**Shape rules for the barrier of a barium vacancy hop in Ba8Zn3N6O3**

The table holds the energy against path length for the five images of a nudged elastic band, computed with plane-wave PAW density functional theory (PBEsol, scalar-relativistic, no spin polarisation) for a neutral vacancy in a 20-atom cell. The program takes the two ends and the top as inputs and tests a half-cosine on each flank against images 1 and 3, beside a tilted $\sin^2$ over the whole path, crossing parabolas and one fitted midpoint fraction. The half-cosine is 38 and 39 meV too high, the midpoint fractions being 0.452 and 0.440 instead of one half, and the inverted rule puts the top about 10 % too low. A square-root rule for the saddle position gives the right direction of the shift and misses by 0.064 Å, somewhat more than the force tolerance divided by the curvature. The starting band has similar fractions at 2.5 times the barrier, so the rule describes the shape and not the height.

Climbing-image nudged elastic band for a Ba atom hopping into a neutral Ba vacancy in Ba8Zn3N6O3 (fixed 20-atom cell, three inner images, force tolerance 0.05 eV/Å). Ansatz 0.2.0, plane-wave PAW DFT with PBEsol, scalar-relativistic, no spin polarisation, cutoff 420 eV, 4×4×4 k mesh. Energies are electronic free energies with Gaussian smearing of 0.05 eV.

## Analysis program

```python
# Table: energy (eV over image 0) against path length (A) for the five images of a nudged elastic band,
# a neutral Ba vacancy hop in Ba8Zn3N6O3; Ansatz 0.2.0, plane-wave PAW, PBEsol, no spin, 420 eV, 4x4x4.
# Tested: half-cosine rule on each flank, its inversion, the saddle position, and two other shapes.
T = {
    'image_number': [0, 1, 2, 3, 4],
    'image_path_length': [0.0, 1.074, 2.148, 3.059, 3.97],  # Å
    'image_energy': [0.0, 0.3542, 0.784, 0.4246, 0.1425],  # eV over image 0
}
import numpy as np
from scipy.constants import k, e
s = np.array(T['image_path_length'], float)
E = np.array(T['image_energy'], float)
# typed from further outputs of the same run: jump, force tolerance, last band force, cell edge, band energies
jump, ftol, flast, edge = 3.844887, 0.05, 0.03648, 5.742
first = np.array([-60708.5296, -60707.5919, -60706.5473, -60707.5432, -60708.3871])
prev = np.array([-60708.5296, -60708.1717, -60707.7442, -60708.1059, -60708.3871])
last = np.array([-60708.5296, -60708.1754, -60707.7456, -60708.105, -60708.3871])
L, dE, Ef, Eb = s[4], E[4], E[2], E[2] - E[4]
dl, dr = s[2], s[4] - s[2]
print(f"barriers: forward {Ef:.4f}, backward {Eb:.4f}, mean {(Ef+Eb)/2:.4f}, end offset {dE:.4f} eV")
print(f"path {L:.3f} A, jump {jump:.3f} A, path longer by {100*(L/jump-1):.1f} %; host translation {edge/2**.5:.2f} A")
print(f"flanks: left {dl:.3f} A, right {dr:.3f} A, ratio {dl/dr:.3f}")
rows, well, Ea = [1, 3], np.array([E[0], E[4]]), np.array([Ef, Eb])
u = np.array([s[1]/dl, (L - s[3])/dr])
h = E[rows] - well
f = h/Ea
for i in range(2):
    print(f"image {rows[i]}: u = {u[i]:.3f}, height over its well {h[i]:.4f} eV, fraction f = {f[i]:.3f}")
x = s/L
A = (Ef - dE*x[2])/np.sin(np.pi*x[2])**2
fm = (h @ Ea)/(Ea @ Ea)
print(f"tilted sin^2 amplitude from image 2: {A:.4f} eV; one f fitted to both flanks: {fm:.3f}")
mods = {"half-cosine": well + Ea*np.sin(np.pi*u/2)**2,
        "tilted sin^2": (dE*x + A*np.sin(np.pi*x)**2)[rows],
        "crossing parabolas": well + Ea*u**2, "fitted f": well + fm*Ea}
print("model energies; images 0, 2, 4 are inputs; error = model - table")
for n, m in mods.items():
    r = m - E[rows]
    print(f" {n}: " + "; ".join(f"image {rows[i]} {m[i]:.3f} eV ({1e3*r[i]:+.0f} meV, {100*r[i]/E[rows[i]]:+.1f} %)" for i in range(2)))
    print(f"   worst image {rows[int(np.argmax(abs(r)))]}, error {100*abs(r).max()/Ef:.1f} % of forward barrier")
print(f"f of image 1 used on image 3: error {1e3*(dE+f[0]*Eb-E[3]):+.0f} meV; reverse: {1e3*(f[1]*Ef-E[1]):+.0f} meV")
print("energy of the top from one flank point (well + height / f)")
for n, g in (("f = 1/2", .5), ("f = 0.45", .45), ("f = 1/4", .25)):
    t = well + h/g
    print(f" {n}: " + "; ".join(f"image {rows[i]} {t[i]:.3f} eV ({1e3*(t[i]-Ef):+.0f} meV, {100*(t[i]/Ef-1):+.1f} %)" for i in range(2)))
err = Ef - 2*h[0]
print(f"rate factor of a {1e3*err:.0f} meV miss: {np.exp(err*e/(k*300)):.0f} at 300 K, {np.exp(err*e/(k*1000)):.1f} at 1000 K")
print(f"joined parabolas, k_top/k_well = 1/(4f-1): left {1/(4*f[0]-1):.2f}, right {1/(4*f[1]-1):.2f}")
kc = Ea*np.pi**2/(2*np.array([dl, dr])**2)
print(f"curvature implied by half-cosines: left {kc[0]:.2f}, right {kc[1]:.2f} eV/A^2")
xr = Ef**.5/(Ef**.5 + Eb**.5)
xt = .5 + np.arcsin(dE/(np.pi*A))/(2*np.pi)
print(f"saddle position: table x = {x[2]:.3f} ({s[2]:.3f} A), {s[2]-L/2:+.3f} A past the middle")
print(f" square-root rule: ratio {(Ef/Eb)**.5:.3f}, x = {xr:.3f} ({xr*L:.3f} A), miss {xr*L-s[2]:+.3f} A")
print(f" tilted sin^2: x = {xt:.3f} ({xt*L:.3f} A), miss {xt*L-s[2]:+.3f} A")
print(f" force/curvature: tolerance {ftol/kc.mean():.3f} A, last band force {flast/kc.mean():.3f} A")
slope = np.pi/2*Ef/dl
print(f"rounding: energy 0.05 meV; length 0.0005 A x slope {slope:.2f} eV/A = {0.5*slope:.2f} meV")
d = 1e3*(last - prev)
print(f"last band step, images 1, 2, 3: {d[1]:+.1f}, {d[2]:+.1f}, {d[3]:+.1f} meV")
F = first - first[0]
print(f"starting band: top {F[2]:.3f} eV, {F[2]/Ef:.2f} times the final, lowered by {F[2]-Ef:.3f} eV")
print(f" its fractions: image 1 {F[1]/F[2]:.3f}, image 3 {(F[3]-F[4])/(F[2]-F[4]):.3f}")
assert np.argmax(E) == 2 and dE > 0 and x[2] > 0.5
assert np.all((f > 0.25) & (f < 0.5)) and np.allclose(u, 0.5, atol=0.002)
assert np.all(mods["half-cosine"] - E[rows] > 1e-3*abs(d).max())
assert np.allclose(last - last[0], E, atol=2e-4)
```

Printed output:

```
barriers: forward 0.7840, backward 0.6415, mean 0.7127, end offset 0.1425 eV
path 3.970 A, jump 3.845 A, path longer by 3.3 %; host translation 4.06 A
flanks: left 2.148 A, right 1.822 A, ratio 1.179
image 1: u = 0.500, height over its well 0.3542 eV, fraction f = 0.452
image 3: u = 0.500, height over its well 0.2821 eV, fraction f = 0.440
tilted sin^2 amplitude from image 2: 0.7188 eV; one f fitted to both flanks: 0.447
model energies; images 0, 2, 4 are inputs; error = model - table
 half-cosine: image 1 0.392 eV (+38 meV, +10.7 %); image 3 0.463 eV (+39 meV, +9.1 %)
   worst image 3, error 4.9 % of forward barrier
 tilted sin^2: image 1 0.444 eV (+90 meV, +25.4 %); image 3 0.423 eV (-2 meV, -0.4 %)
   worst image 1, error 11.5 % of forward barrier
 crossing parabolas: image 1 0.196 eV (-158 meV, -44.7 %); image 3 0.303 eV (-122 meV, -28.7 %)
   worst image 1, error 20.2 % of forward barrier
 fitted f: image 1 0.350 eV (-4 meV, -1.1 %); image 3 0.429 eV (+5 meV, +1.1 %)
   worst image 3, error 0.6 % of forward barrier
f of image 1 used on image 3: error +8 meV; reverse: -9 meV
energy of the top from one flank point (well + height / f)
 f = 1/2: image 1 0.708 eV (-76 meV, -9.6 %); image 3 0.707 eV (-77 meV, -9.9 %)
 f = 0.45: image 1 0.787 eV (+3 meV, +0.4 %); image 3 0.769 eV (-15 meV, -1.9 %)
 f = 1/4: image 1 1.417 eV (+633 meV, +80.7 %); image 3 1.271 eV (+487 meV, +62.1 %)
rate factor of a 76 meV miss: 19 at 300 K, 2.4 at 1000 K
joined parabolas, k_top/k_well = 1/(4f-1): left 1.24, right 1.32
curvature implied by half-cosines: left 0.84, right 0.95 eV/A^2
saddle position: table x = 0.541 (2.148 A), +0.163 A past the middle
 square-root rule: ratio 1.106, x = 0.525 (2.084 A), miss -0.064 A
 tilted sin^2: x = 0.510 (2.025 A), miss -0.123 A
 force/curvature: tolerance 0.056 A, last band force 0.041 A
rounding: energy 0.05 meV; length 0.0005 A x slope 0.57 eV/A = 0.29 meV
last band step, images 1, 2, 3: -3.7, -1.4, +0.9 meV
starting band: top 1.982 eV, 2.53 times the final, lowered by 1.198 eV
 its fractions: image 1 0.473, image 3 0.459
```
